A group attached to oxygen can also change the bond on oxygen's far side. The molecules here are HFB–O–\*, with the group \* varied. Oxygen has only one other bond, so the "mean of the other bonds" is simply the O–B length, and the "mean angle" is the angle B–O–group.

Molecules HFB–O–* (SMILES *OBF) with the group * varied, computed with Ansatz 0.2.0 in the gas phase. Bond lengths and angles at the oxygen that carries the group are from PBE0-D4/def2-TZVP geometries, and Mulliken charges from r2SCAN-D4/def2-TZVPP at those geometries. Electronegativities are Pauling values.

```csv
group *,formula,binding atom,its electronegativity,point group,bond to the group (Å),mean of the other bonds (Å),mean angle (°),charge of the group's first atom (e)
*[SiH3],BFH4OSi,Si,1.900,Cs,1.655,1.343,134.0,0.44
*[SiH2]B,B2FH5OSi,Si,1.900,C1,1.663,1.340,133.9,0.39
*[Si](C)(C)C,C3H10BFOSi,Si,1.900,Cs,1.679,1.334,133.9,0.58
*[GeH2][NH2],BFGeH5NO,Ge,2.010,C1,1.807,1.335,126.7,0.47
*C,CH4BFO,C,2.550,Cs,1.413,1.339,121.8,0.03
*CC,C2H6BFO,C,2.550,C1,1.420,1.339,121.8,0.15
*C(C)=O,C2H4BFO2,C,2.550,C1,1.373,1.366,122.4,0.36
*C(F)(F)F,CHBF4O,C,2.550,Cs,1.352,1.368,121.9,0.60
```

**(a) Bent's rule says that an atom directs more p character towards a more electronegative partner. Does the electronegativity of the binding atom set the O–B length?**

*Solution.* The idea looks promising. A strongly electronegative partner would claim p character from oxygen, leaving more s character for boron and hence a shorter O–B bond. The angles seem to agree: B–O–group is about 134° for silicon and 122° for carbon, with germanium (a single row, computed without scalar relativity) between.

Consider two limits. First, change the electronegativity a lot and the rest of the group little, by going from SiH₃ to methyl. The Pauling electronegativity of the binding atom rises by 0.65, yet O–B shortens by only 0.004 Å. Second, keep the binding atom and change what hangs on it: among the four carbon groups the O–B lengths spread over 0.029 Å.

One could save the rule by speaking of the electronegativity of the whole group. CF₃ withdraws electrons more strongly than methyl, so O–B should then be shorter with CF₃. It is longer. Nor does the angle respond to this stronger pull: it is the same for both groups to about 0.1°. The angle goes with the binding atom, but the O–B length needs another cause.

**(b) Does the polarity of the bond between oxygen and the group explain it?**

*Solution.* A positive atom next to oxygen might draw oxygen's electrons away from boron. In the carbon groups this seems to work, for the two with the most positive carbon, acetyl and CF₃, also have the longest O–B bonds.

Silicon supplies the decisive comparison. The first atom has nearly the same charge in Si(CH₃)₃, 0.58 e, as in CF₃, 0.60 e. Yet these two groups give the shortest and the longest O–B bond of the table, 1.334 and 1.368 Å. The charge of the first atom also records what its own substituents have taken from it: most of the charge in CF₃, about half in Si(CH₃)₃. It is therefore a poor measure of what the group does to oxygen.

The charge summed over the whole group is a better guide. It is 0.30 e for Si(CH₃)₃ but only 0.11 e for CF₃, so the CF₃ group gives up fewer electrons to the O–BHF part. Over all rows, O–B tends to be longer where this total is smaller. These are Mulliken charges, however, and a Löwdin division of the same density even makes oxygen positive. They hint at a contest for electrons without identifying the orbitals.

**(c) Suppose that boron and the group compete for the lone pairs of oxygen. Estimate the change of O–B from methyl to CF₃, and judge the result.**

*Solution.* Boron has three neighbours and an empty p orbital. Oxygen donates lone-pair density into it, which gives O–B some double-bond character and shortens it. A group with an acceptor orbital at the atom bound to oxygen can claim part of the same density. In acetyl this is the π\* orbital of C=O; in CF₃ it is the σ\* orbitals of the C–F bonds, a case of hyperconjugation.

Two limits frame the estimate. If oxygen could serve both neighbours independently, a shorter bond to the group would leave O–B unchanged. If its bonding capacity were fixed, every gain on one side would be a loss on the other. The second limit can be written with bond valences, which fall exponentially with length:

$$e^{-\Delta_G/b}+e^{-\Delta_B/b}=2,\qquad b\approx0.37\ \text{Å}.$$

Here $\Delta_G$ and $\Delta_B$ are the changes of the bond to the group and of O–B. They are taken from a reference with the same binding atom, SiH₃ or methyl, so that atomic size largely drops out. Each reference bond counts as one. For small changes the equation reduces to $\Delta_B\approx-\Delta_G$, a one-for-one exchange.

From methyl to CF₃ the bond to the group changes by $\Delta_G=1.352-1.413=-0.061$ Å. Its valence rises to $e^{0.061/0.37}\approx1.18$, which leaves 0.82 for O–B. Hence $\Delta_B=-0.37\ln0.82\approx+0.073$ Å.

The calculation gives +0.029 Å: the direction is right, but the size is more than twice too large. Over the five groups that can be compared with a reference, full conservation even does slightly worse than assuming no change at all. The truth lies between the two limits. When the exchange rate is fitted to these five groups, CF₃ among them, O–B changes by about half as much as the bond to the group, in the opposite direction. The typical miss is then 0.004 Å, as the printed analysis shows, though acetyl and CF₃ largely fix the rate.

Chemistry offers reasons for the overshoot. The carbon of acetyl is sp² hybridised and forms shorter bonds in any case. In CF₃ the fluorines leave carbon more s character for its bond to oxygen, and the positive carbon attracts oxygen. Such shortening need not cost boron anything, but the lengths alone do not separate these shares.

The silicon groups show the exchange running the other way. From SiH₃ to Si(CH₃)₃ the bond to silicon grows by 0.024 Å, while O–B shrinks by 0.009 Å. A plausible reading is that methyl groups make silicon a poorer acceptor, so that more of oxygen's density remains for boron. This reading is not tested separately, but the opposite changes of the two bonds are plain in the table.

The position of the acceptor matters too. The group SiH₂–BH₂ has a lowest empty level (PBE0-D4/def2-TZVPP) about 1.9 eV below that of the acetyl compound, yet its O–B bond is not lengthened. Its second boron, with an empty p orbital of its own, is separated from oxygen by the SiH₂ unit. A low empty level somewhere in the molecule is therefore not enough; the acceptor orbital must overlap with oxygen's lone pairs.

Of the three explanations, competition for the lone pairs fits the O–B lengths best as tested here. The orbitals themselves were not analysed, though, and a group that merely pulls electrons from oxygen would also weaken the donation to boron. For a related group, a useful first question is still whether the atom bound to oxygen carries a good acceptor orbital, such as C=O π\* or C–F σ\*. If it does, O–B should be longer than with a plain alkyl group. Orientation counts as well: in the acetyl compound the carbonyl group is turned only about 24° out of the B–O–C plane, which still allows good overlap. Only one conformer of each molecule was calculated, so the effect of turning the group further remains untested.

The analysis program printed:

```
fit of d_ob on 5 rows (used): coefficient of d_og -0.514 +/- 0.055; rms 0.0038, worst *C(C)=O -0.00644, leave-one-out rms 0.00535
  rows outside the fit (model, value, miss): *[SiH3] 0, 0, 0; *[GeH2][NH2] 0, 0, 0; *C 0, 0, 0
fit of d_ob on 5 rows (used): coefficient of d_q 0.05173 +/- 0.015; rms 0.00896, worst *[Si](C)(C)C 0.0162, leave-one-out rms 0.00998
  rows outside the fit (model, value, miss): *[SiH3] 0, 0, 0; *[GeH2][NH2] 0, 0, 0; *C 0, 0, 0
changes against SiH3 or methyl in Å and group charge in e:
           row  bond to group  O-B bond  O-B if valence conserved  O-B from fitted exchange  whole group charge
       *[SiH3]              0         0                         0                         0               0.243
      *[SiH2]B          0.008    -0.003                 -0.007831                 -0.004112               0.266
  *[Si](C)(C)C          0.024    -0.009                  -0.02254                  -0.01234                 0.3
  *[GeH2][NH2]              0         0                         0                         0               0.336
            *C              0         0                         0                         0               0.211
           *CC          0.007         0                  -0.00687                 -0.003598               0.223
       *C(C)=O          -0.04     0.027                   0.04485                   0.02056               0.145
     *C(F)(F)F         -0.061     0.029                   0.07308                   0.03135               0.113
electronegativity of C less that of Si: 0.65
O-B length, methyl less SiH3 (Å): -0.004
spread of O-B among the carbon rows (Å): 0.029
O-B length, CF3 less SiMe3 (Å): 0.034
first-atom charge, CF3 less SiMe3 (e): 0.02
rms miss if only the binding atom mattered (Å): 0.01822
rms miss of conserved valence without a fit (Å): 0.02243
correlation of O-B with whole group charge, all rows: -0.8968
correlation of O-B with first-atom charge, all rows: 0.2576
angle, SiH3 less methyl (degrees): 12.2
angle, CF3 less methyl (degrees): 0.1
Ge angle on the electronegativity line from SiH3 to methyl (degrees): 131.9
that line less the computed Ge angle (degrees): 5.235
lowest empty level, boryl-silyl row less acetyl (eV): -1.91
```
